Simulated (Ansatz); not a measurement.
TiB₂: pressure and energy less free atoms against volume scale

Results calculated with Ansatz 0.2.0, not measured. Periodic Kohn-Sham DFT of a crystal at fixed atoms, scaled to volume_scale times the given cell; pressure positive in compression, energy less spherical unpolarised free atoms, largest_vzz the field gradient of largest size among the nuclei.

The cell before it is scaled or strained (space group P6/mmm, No. 191):
```
cell vectors (Å)
   3.0292     0.0000     0.0000
  -1.5146     2.6234     0.0000
   0.0000     0.0000     3.2284
atoms (fractions of the cell vectors)
Ti  0.00000  0.00000  0.00000
B   0.33333  0.66667  0.50000
B   0.66667  0.33333  0.50000
```

Settings of every row: method all-electron LAPW; functional PBEsol; relativity scalar; k mesh 15x15x13; filling fermi-dirac; smearing width 0.08 eV; basis error target 1 meV/atom; nucleus gaussian.

Atom start moment: 0 on all atoms.

```
row  volume scale  V (Å³/atom)  pressure (GPa)  energy less free atoms (eV/atom)
  1          0.94        8.039          12.093                           -8.2537
  2          0.96         8.21           5.769                           -8.2631
  3          0.98        8.381               ?                                 ?
  4          0.99        8.466          -2.625                           -8.2655
  5             1        8.552          -5.157                           -8.2634
  6          1.01        8.637          -7.568                             -8.26
  7          1.02        8.723          -9.862                           -8.2554
  8          1.04        8.894         -14.122                           -8.2425
  9          1.06        9.065         -17.987                           -8.2253
```

Question: what pressure and energy less free atoms should row 3 give?

Worked fit of pressure. Take u = (V_r/V)^(2/3) − 1 with V_r = 8.5945 Å³ an atom, which is twice the finite (Eulerian) strain; such expansions in the strain, on which the Birch-Murnaghan equation of state is built, carry the rest volume and the bulk modulus. The shown rows have u = 0.04555, 0.03098, 0.01009, 0.00331, -0.00328, -0.00985, -0.02258, -0.03491. Least squares give pressure = −6.377 + 364.004 × u + 908.55 × u² GPa; a straight line predicts inner rows, each left out in turn, worse (root mean square 0.48 against 0.012 GPa). The rows lie off it by 0.005, -0.003, -0.013, 0.005, -0.007, 0.012, 0.011, -0.010 (root mean square 0.009 GPa). The pressure vanishes at u = 0.0168, or V = 8.382 Å³ an atom, and there the bulk modulus at fixed shape and fractions is B = −V dP/dV = (2/3)(1 + u) dP/du = 267 GPa. Letting shape and atoms relax would as a rule lower it, by much in layered, chain or molecular crystals. The withheld row has u = 0.01691, so the fit gives −6.377 + 364.004 × (0.01691) + 908.55 × (0.01691)² = 0.038 GPa.

The calculation gave 0.036 GPa. The fit lies 0.002 GPa (5.6 % of the value, 0.0066 % of the column's range) above it; its largest miss of a shown row is 0.013 GPa.

Worked fit of energy less free atoms. Take u = (V_r/V)^(2/3) − 1 with V_r = 8.5945 Å³ an atom, which is twice the finite (Eulerian) strain; such expansions in the strain, on which the Birch-Murnaghan equation of state is built, carry the rest volume and the bulk modulus. The shown rows have u = 0.04555, 0.03098, 0.01009, 0.00331, -0.00328, -0.00985, -0.02258, -0.03491. Least squares give energy less free atoms = −8.26187 − 0.5143 × u + 15.249 × u² eV/atom; a straight line predicts inner rows, each left out in turn, worse (root mean square 0.008 against 5.6e-05 eV/atom). The rows lie off it by 0.0000, 0.0001, 0.0000, 0.0000, 0.0000, -0.0001, 0.0000, 0.0000. Its lowest point lies at u = 0.0169, or V = 8.382 Å³ an atom, and the curvature there gives the bulk modulus at fixed shape and fractions, B = (4/9)(1 + u)² E″(u)/V = 268 GPa. Letting shape and atoms relax would as a rule lower it, by much in layered, chain or molecular crystals. The withheld row has u = 0.01691, so the fit gives −8.26187 − 0.5143 × (0.01691) + 15.249 × (0.01691)² = -8.2662 eV/atom.

The calculation gave -8.2662 eV/atom. The fit meets it to the printed digit.
